**Errors of NEVPT2 and hybrid functionals along the hydrogen transfer in SiH₃–H–Br**

The table holds energies along a rigid scan of the Si–H distance, counted from the first row, from Ansatz 0.2.0 in cc-pVDZ at NEVPT2 (two active spaces), r2SCANh, B3LYP, RCCSD(T) and UCCSDT. The program takes errors and slopes against UCCSDT and fits the errors with a sharing term 4p(1 − p) plus a term linear in p, where p is a transferred fraction from Pauling bond orders. RCCSD(T) follows UCCSDT to 0.1 kJ/mol, while the other four levels lie 4.6 to 15.3 kJ/mol too low in the last row. The model also fits NEVPT2, which has no exchange functional, and its rank against a plain quadratic changes with the assumed bond-order length, so the fit does not identify delocalisation error as the cause. The NEVPT2 error equals a 6 to 7 % shrinkage of the correlation energy that the method leaves unrecovered at the start.

Hydrogen transfer from Si to Br in SiH₃–H–Br (neutral doublet), computed with Ansatz 0.2.0 in the cc-pVDZ basis without relativity, with rigid fragments from PBE0/def2-TZVP. NEVPT2 is strongly contracted, with 3 electrons in 3 orbitals (pair space) or 15 in 12 (valence space). NEVPT2 and coupled cluster leave the atomic cores, including Br 3d, uncorrelated.

## The fit in Python

```python
# Table: energies (kJ/mol, from the scan start) along the Si-H distance in SiH3-H-Br, Ansatz 0.2.0, cc-pVDZ,
# rigid fragments: NEVPT2 (3,3) and (15,12), r2SCANh, B3LYP, RCCSD(T), UCCSDT.
# Tested: errors against UCCSDT, and the model error = -C*d[4p(1-p)] + D*dp with p from Pauling bond orders.
T = {
    'scan_distance': [1.485, 1.545, 1.665, 1.786, 1.906],  # angstrom
    'energy_nevpt2_pair': [0.0, -1.7, 1.1, 4.7, 6.7],  # kJ/mol
    'energy_nevpt2_valence': [0.0, -1.7, 1.8, 5.5, 6.3],  # kJ/mol
    'energy_r2scanh': [0.0, -4.4, -4.7, -2.2, 0.4],  # kJ/mol
    'energy_rccsd_pt': [0.0, -0.1, 6.8, 13.4, 15.8],  # kJ/mol
    'energy_uccsdt': [0.0, -0.2, 6.7, 13.3, 15.7],  # kJ/mol
    'energy_b3lyp': [0.0, -3.2, -0.8, 5.0, 11.1],  # kJ/mol
}
import numpy as np
from scipy.constants import e, N_A, R
EV = e*N_A/1000
r = np.array(T['scan_distance'])
K = {'UCCSDT': 'uccsdt', 'RCCSD(T)': 'rccsd_pt', 'NEVPT2 pair': 'nevpt2_pair',
     'NEVPT2 valence': 'nevpt2_valence', 'B3LYP': 'b3lyp', 'r2SCANh': 'r2scanh'}
E = {n: np.array(T['energy_'+k]) for n, k in K.items()}
err = {n: E[n]-E['UCCSDT'] for n in K}
bad = list(K)[2:]
f = lambda a, d=1: ' '.join(f'{v:7.{d}f}' for v in a)
rms = lambda a: float(np.sqrt(np.mean(np.square(a))))
print('Rounding: 0.05 kJ/mol per entry, up to 0.1 in a difference, about 1 kJ/mol/A in a slope (2 in the first)')
print('Error against UCCSDT (kJ/mol) at r(SiH)/A =', f(r[1:], 3), '| last row as % of UCCSDT rise')
for n in list(K)[1:]:
    print(f'  {n:15s}', f(err[n][1:]), f'| {100*err[n][-1]/E["UCCSDT"][-1]:.0f} %')
print('Valence minus pair (kJ/mol):', f((E['NEVPT2 valence']-E['NEVPT2 pair'])[1:]))
print('Error ratio r2SCANh/B3LYP:', f(err['r2SCANh'][1:]/err['B3LYP'][1:], 2), f'| semilocal exchange shares 0.9/0.8 = {0.9/0.8:.2f}')
print('Slope between rows (kJ/mol/A) | last slope over that of UCCSDT')
S = {n: np.diff(E[n])/np.diff(r) for n in K}
for n in K:
    print(f'  {n:15s}', f(S[n], 0), f'| {S[n][-1]/S["UCCSDT"][-1]:.2f}')
print('Early well, parabola through the lowest row and its neighbours:')
for n in bad:
    i = int(np.argmin(E[n])); c = np.polyfit(r[i-1:i+2], E[n][i-1:i+2], 2); x0 = -c[1]/(2*c[0])
    print(f'  {n:15s} lowest row {E[n][i]:.1f} kJ/mol at {r[i]:.3f} A; vertex {np.polyval(c, x0):.1f} kJ/mol at {x0:.2f} A')
RSB = 0.98+2.45   # Si-Br distance from the geometry of the first row, assumed fixed along the scan
RHB, B0 = 1.4, 0.26   # rough recalled values (A): free H-Br bond, Pauling bond-order length
def basis(b):
    p = 1/(1+np.exp(-((r-r[0])-(RSB-r-RHB))/b)); s = 4*p*(1-p)
    return p, s, np.c_[-(s-s[0]), p-p[0]][1:]
def fit(A, y):
    c = np.linalg.lstsq(A, y, rcond=None)[0]
    return c, y-A@c
p, s, A = basis(B0); x = (r-r[0])[1:]
print(f'Assumed Si-Br {RSB:.2f} A; r(HBr)/A:', f(RSB-r, 2))
print('Transferred fraction p:', f(p, 2), '| sharing 4p(1-p):', f(s, 2))
print('Fit at b = 0.26 A (kJ/mol): C, D | residuals | rms of model, sharing term alone, quadratic in displacement')
for n in bad:
    y = err[n][1:]; c, res = fit(A, y)
    print(f'  {n:15s}', f(c), '|', f(res), '|', f([rms(res), rms(fit(A[:, :1], y)[1]), rms(fit(np.c_[x, x*x], y)[1])], 2))
print(f'B3LYP, sharing term alone: C = {fit(A[:, :1], err["B3LYP"][1:])[0][0]:.1f} kJ/mol')
for b in (0.20, 0.35):
    out = [(n, *fit(basis(b)[2], err[n][1:])) for n in bad]
    print(f'b = {b:.2f} A, C/D/rms:', '; '.join(f'{n} {c[0]:.1f}/{c[1]:.1f}/{rms(q):.2f}' for n, c, q in out))
# further outputs of the same runs at the first row (eV)
rohf, uhf, ccorr, quad, mp2 = -77922.296, -77922.419, -7.286006, -0.0072048, -1.098158-4.855777
tot = {'NEVPT2 pair': (-77928.3621, -77922.6609), 'NEVPT2 valence': (-77928.1183, -77923.8686)}
occ = np.array([1.981762, 0.99944, 0.018799]); cc = uhf+ccorr
print(f'First row: UHF below ROHF by {(rohf-uhf)*EV:.1f} kJ/mol; (Q) adds {quad*EV:.1f} kJ/mol')
print(f'First row: unpaired electrons sum n(2-n), pair space {np.sum(occ*(2-occ)):.3f}; UMP2 share of UCCSDT correlation {100*mp2/ccorr:.1f} %')
for n, (et, ci) in tot.items():
    g = (et-cc)*EV
    print(f'{n}: CASSCF gain {rohf-ci:.2f} eV, second order {ci-et:.2f} eV, share of correlation from ROHF {100*(et-rohf)/(cc-rohf):.1f} %')
    print(f'  above UCCSDT by {et-cc:.2f} eV; gap along scan (kJ/mol):', f(g+err[n]), f'| change {100*err[n][-1]/g:.1f} %')
kT = R*300/1000
print(f'Scale only: RT at 300 K = {kT:.2f} kJ/mol; exp(largest error/RT):', ', '.join(f'{n} {np.exp(np.max(-err[n])/kT):.0f}' for n in bad))
assert np.max(np.abs(err['RCCSD(T)'])) < 0.1001
assert all(np.all(err[n][1:] < -1.0) for n in bad)
assert np.all(err['r2SCANh'][1:] < err['B3LYP'][1:]) and np.argmin(err['B3LYP']) < len(r)-1
assert np.max(np.abs(E['NEVPT2 valence']-E['NEVPT2 pair'])) < 1.0
```

Output:

```
Rounding: 0.05 kJ/mol per entry, up to 0.1 in a difference, about 1 kJ/mol/A in a slope (2 in the first)
Error against UCCSDT (kJ/mol) at r(SiH)/A =   1.545   1.665   1.786   1.906 | last row as % of UCCSDT rise
  RCCSD(T)            0.1     0.1     0.1     0.1 | 1 %
  NEVPT2 pair        -1.5    -5.6    -8.6    -9.0 | -57 %
  NEVPT2 valence     -1.5    -4.9    -7.8    -9.4 | -60 %
  B3LYP              -3.0    -7.5    -8.3    -4.6 | -29 %
  r2SCANh            -4.2   -11.4   -15.5   -15.3 | -97 %
Valence minus pair (kJ/mol):     0.0     0.7     0.8    -0.4
Error ratio r2SCANh/B3LYP:    1.40    1.52    1.87    3.33 | semilocal exchange shares 0.9/0.8 = 1.12
Slope between rows (kJ/mol/A) | last slope over that of UCCSDT
  UCCSDT               -3      57      55      20 | 1.00
  RCCSD(T)             -2      57      55      20 | 1.00
  NEVPT2 pair         -28      23      30      17 | 0.83
  NEVPT2 valence      -28      29      31       7 | 0.33
  B3LYP               -53      20      48      51 | 2.54
  r2SCANh             -73      -2      21      22 | 1.08
Early well, parabola through the lowest row and its neighbours:
  NEVPT2 pair     lowest row -1.7 kJ/mol at 1.545 A; vertex -1.8 kJ/mol at 1.56 A
  NEVPT2 valence  lowest row -1.7 kJ/mol at 1.545 A; vertex -1.8 kJ/mol at 1.56 A
  B3LYP           lowest row -3.2 kJ/mol at 1.545 A; vertex -3.7 kJ/mol at 1.58 A
  r2SCANh         lowest row -4.7 kJ/mol at 1.665 A; vertex -4.9 kJ/mol at 1.62 A
Assumed Si-Br 3.43 A; r(HBr)/A:    1.95    1.89    1.77    1.64    1.52
Transferred fraction p:    0.11    0.16    0.33    0.55    0.76 | sharing 4p(1-p):    0.39    0.55    0.88    0.99    0.73
Fit at b = 0.26 A (kJ/mol): C, D | residuals | rms of model, sharing term alone, quadratic in displacement
  NEVPT2 pair         6.7   -10.3 |     0.1    -0.0    -0.0     0.0 |    0.05    2.17    0.46
  NEVPT2 valence      4.3   -12.1 |    -0.2    -0.1     0.2    -0.1 |    0.14    2.54    0.21
  B3LYP              15.5     1.4 |    -0.6    -0.1     0.4    -0.2 |    0.39    0.48    0.28
  r2SCANh            16.0   -14.7 |    -0.9    -0.3     0.6    -0.3 |    0.58    3.15    0.31
B3LYP, sharing term alone: C = 14.4 kJ/mol
b = 0.20 A, C/D/rms: NEVPT2 pair 5.8/-8.9/0.23; NEVPT2 valence 3.9/-10.3/0.35; B3LYP 12.2/0.3/0.74; r2SCANh 13.2/-13.2/1.08
b = 0.35 A, C/D/rms: NEVPT2 pair 8.7/-12.9/0.22; NEVPT2 valence 5.3/-15.2/0.02; B3LYP 22.3/2.6/0.12; r2SCANh 21.8/-17.9/0.21
First row: UHF below ROHF by 11.9 kJ/mol; (Q) adds -0.7 kJ/mol
First row: unpaired electrons sum n(2-n), pair space 1.073; UMP2 share of UCCSDT correlation 81.7 %
NEVPT2 pair: CASSCF gain 0.36 eV, second order 5.70 eV, share of correlation from ROHF 81.9 %
  above UCCSDT by 1.34 eV; gap along scan (kJ/mol):   129.6   128.1   124.0   121.0   120.6 | change -6.9 %
NEVPT2 valence: CASSCF gain 1.57 eV, second order 4.25 eV, share of correlation from ROHF 78.6 %
  above UCCSDT by 1.59 eV; gap along scan (kJ/mol):   153.1   151.6   148.2   145.3   143.7 | change -6.1 %
Scale only: RT at 300 K = 2.49 kJ/mol; exp(largest error/RT): NEVPT2 pair 37, NEVPT2 valence 43, B3LYP 28, r2SCANh 500
```
